**Q.** I have orbital energies for boron tribromide from hybrids of PBE in which only the share of exact exchange was changed. The molecule and its geometry are the same in every row. What moves, and by how much?

Orbital energies of neutral singlet BBr3 from Ansatz 0.2.0, restricted Kohn–Sham calculations with the def2-TZVP basis at a fixed PBE0-D4/def2-SVP geometry. The functional is PBE with the stated percentage of its exchange replaced by exact exchange and PBE correlation kept in full; spin-orbit coupling is not included.

| exact exchange (%) | homo (eV) | lumo (eV) | homo lumo gap (eV) |
| --- | --- | --- | --- |
| 0 | -7.012 | -2.928 | 4.084 |
| 5 | -7.270 | -2.767 | 4.503 |
| 10 | -7.529 | -2.605 | 4.924 |
| 15 | -7.789 | -2.441 | 5.348 |
| 25 | -8.310 | -2.109 | 6.201 |
| 35 | -8.835 | -1.773 | 7.062 |
| 50 | -9.626 | -1.261 | 8.366 |

**A.** The column homo is the energy of the highest occupied orbital, lumo that of the lowest empty one, and the homo lumo gap is their difference. Call the share of exact exchange $a$, so that 50 % is $a = 0.5$. Over that range the HOMO falls by 2.614 eV and the LUMO rises by 1.667 eV, each moving the same way at every step. The gap slightly more than doubles, and 61 % of the opening comes from the HOMO.

The runs describe a closed shell in a restricted treatment, at one near-planar structure with three almost equal bonds. For the three lowest shares the solution is reported as stable. Since the nuclei never move, the whole trend is electronic. The pure PBE run also carried a D4 dispersion term, which adds to the total energy and leaves orbital energies alone.

**Q.** Why should a change in exchange push the two levels in opposite directions?

**A.** This part is standard theory, and it turns on whether an orbital holds an electron. The Coulomb potential is built from the whole density, so an electron in occupied orbital $i$ is repelled by its own charge cloud, with an energy $J_{ii}$. Exact (Fock) exchange sums over the occupied orbitals $j$ of the same spin, and its term $j = i$ equals $-J_{ii}$, which removes the self-repulsion completely. PBE exchange is a potential made from the density and its gradient, and for valence orbitals it cancels the self-repulsion only in part. Trading some PBE exchange for exact exchange therefore lowers the occupied level.

For an empty orbital the Fock sum has no self term, because the orbital is not among the occupied ones. An electron placed there feels the repulsion of all $N$ electrons, softened only by exchange with orbitals that overlap it partly. The PBE potential makes no such distinction: it is one function of position, and the empty orbital sits in the same exchange well as the occupied ones. Each step in $a$ takes part of that well away from the empty level, which rises.

**Q.** That gives the signs. Why are the changes so close to straight lines?

**A.** Because $a$ enters the one-electron operator linearly. With $K$ the Fock exchange operator and $v_x$ the PBE exchange potential,

$$F(a) = F_{\mathrm{PBE}} + a\,(K - v_x).$$

If the orbitals $\phi_i$ are held at their PBE shapes, first-order perturbation theory gives

$$\varepsilon_i(a) = \varepsilon_i(0) + a\,\langle \phi_i | K - v_x | \phi_i \rangle ,$$

which is exactly a straight line. In the real runs the orbitals also change as $a$ grows, and with them the density from which $F_{\mathrm{PBE}}$ is built. That response alters the slope already at order $a$, so the observed slope is not the matrix element alone, and from order $a^2$ on it bends the line.

This can be tried without a fit. The first two rows give the HOMO slope as $(-7.270 + 7.012)/0.05 = -5.16$ eV per unit $a$. Carried to $a = 0.5$, the line gives $-7.012 - 0.5 \times 5.16 = -9.592$ eV. The last row, which played no part in the estimate, has $-9.626$ eV.

The miss is 0.034 eV, or 1.3 % of the total fall of the HOMO. The same construction puts the LUMO 0.057 eV too low, which is 3.4 % of its total rise. So the table shows that a slope taken near pure PBE carries nearly the whole trend, for both levels.

**Q.** Are those small misses real? Does any row step out of line?

**A.** They are real. Rounding of the first two rows could shift the extrapolated value by 0.010 eV at most, well under either miss. The slope between neighbouring rows grows in size from the first interval to the last by 2.2 % for the HOMO and 6.0 % for the LUMO. Some single increments are no larger than the rounding allows, so it is the drift over the whole range that counts.

No row is irregular. A least-squares parabola through all seven rows gives the gap as $4.083 + 8.374\,a + 0.383\,a^2$ eV, and similar parabolas for the two levels work as well. Every residual of the three fits is within 0.7 meV, the size of the rounding, so nothing is left over that deserves a cause.

**Q.** What bends the lines, then? Could a different orbital have taken over as HOMO or LUMO?

**A.** A change of orbital would bend them the other way. The HOMO is the highest of several falling lines, so a crossing hands over to a line that falls more slowly; the LUMO is the lowest of several rising lines, and a crossing hands over to one that rises more slowly. Both levels steepen smoothly, which speaks against a switch as the source of the curvature. For the LUMO there is direct support at the three lowest shares, where the next empty level lies 2.08 to 2.13 eV higher.

That leaves the relaxation of the orbitals, and the total energies show that it occurs. With frozen orbitals the total energy would be exactly linear in $a$. Without the dispersion term, it drops by 1.457 eV from 0 to 5 % and by 1.467 eV over the next equal step, a difference five times what rounding permits. The downward sign is guaranteed in a variational calculation and tests nothing, but the non-zero size means that the orbitals do adjust. The argument does not fix the sign of the $a^2$ term for a single level; that both levels steepen is what the table shows, not something I can derive this simply.

**Q.** Is there a way to see why the gap opens by about 8.6 eV per unit $a$, and not by 1 or by 50?

**A.** A schematic model gives the scale. Let $n$ be the occupation of one spin orbital. Uncancelled self-repulsion makes the PBE energy curve upward in $n$, roughly as $\tfrac12 U n^2$, with $U$ an energy of the kind $J_{ii}$. Exact exchange removes that curvature in proportion to $a$, which amounts to adding $\tfrac12 aU\,n(1-n)$ if the energies at whole occupations are left alone. The orbital energy is the derivative with respect to $n$, so the shift is

$$\Delta\varepsilon = aU\left(\tfrac12 - n\right),$$

down by $aU/2$ for a filled level and up by $aU/2$ for an empty one.

The gap then opens as $aU$. Here $U$ should be a good part of the repulsion of two unit charges spread over the orbital, since PBE exchange already cancels the rest. That repulsion is of the order of $e^2/4\pi\varepsilon_0 R$ for a length $R$ of molecular size. The B–Br distance of 1.90 Å gives 7.6 eV, and the longer Br–Br distance gives 4.4 eV. A least-squares line through all rows of the gap has slope 8.6 eV, the same order. This is a check of magnitude and no more, since an orbital is not a pair of point charges. It suggests a rule of thumb, which one molecule cannot test: among similar molecules, more confined frontier orbitals should have a larger self-repulsion and a gap that responds more strongly to $a$.

**Q.** But your model moves the two levels equally, and the table does not.

**A.** That is where it fails. With $U$ set from the total opening of the gap, so that the gap itself is no test, each level should move by 2.141 eV at the last row and the midpoint between them should stay fixed. The midpoint sinks at every step, by 0.473 eV in all, and the fitted HOMO slope is 1.57 times the LUMO slope in size. One value of $U$ cannot serve both orbitals.

The first-order formula allows for this, since the matrix element belongs to each orbital separately. The same runs bear that out for the eight lowest empty levels: between 0 and 10 % all of them rise, with slopes from 2.77 to 3.89 eV per unit $a$. The empty levels are thus not lifted as a rigid block, and over that range none of the eight moves as fast as the HOMO falls. Six of them lie at positive energy, where their shape depends strongly on the basis, so the spread should not be read closely.

As to why the HOMO is the more sensitive one, these runs give no answer. The textbook assignment makes the HOMO a combination of in-plane bromine lone pairs and the LUMO the π orbital built on the empty boron 2p with antibonding bromine admixture. Compactness does not settle it: such a HOMO is spread over three bromines while the LUMO is centred on boron, so the HOMO need not have the larger self-repulsion. A downward shift common to both levels, on top of a symmetric opening, would also produce the two slopes, but the table cannot separate such a shift from unequal self-repulsions.

**Q.** I measure ionisation energies and absorption bands. Which row should I compare with?

**A.** For ionisation there is a theoretical link: with the exact functional, minus the HOMO energy equals the first vertical ionisation energy. In PBE the leftover self-repulsion pushes the HOMO up, so the 7.012 eV of the first row should be expected to fall well short of a measured value. Exact exchange works against that error, which is why minus the HOMO energy grows down the table.

The table holds no measured value, so it cannot say which share comes closest, and a share tuned to one ionisation energy need not suit other properties. A more direct number to compare is the total energy of the cation minus that of the molecule, both at this geometry and with the same functional. Spin-orbit coupling, which acts on bromine-derived levels, is not in the calculation, and part of any remaining difference could lie there or in the basis rather than in the functional.

For absorption, no row can be compared directly. An excitation energy includes the attraction between the excited electron and the hole it leaves. As $a$ grows, the LUMO turns from a level of the neutral molecule's common potential towards a level for an added electron, so the orbital gap contains less and less of that attraction. The part of the opening that comes from the LUMO therefore reflects a change in what that level means, and a wider gap is not for that reason a better estimate of the absorption energy. Nor is the LUMO energy a computed electron affinity, which would need the energy of the anion.
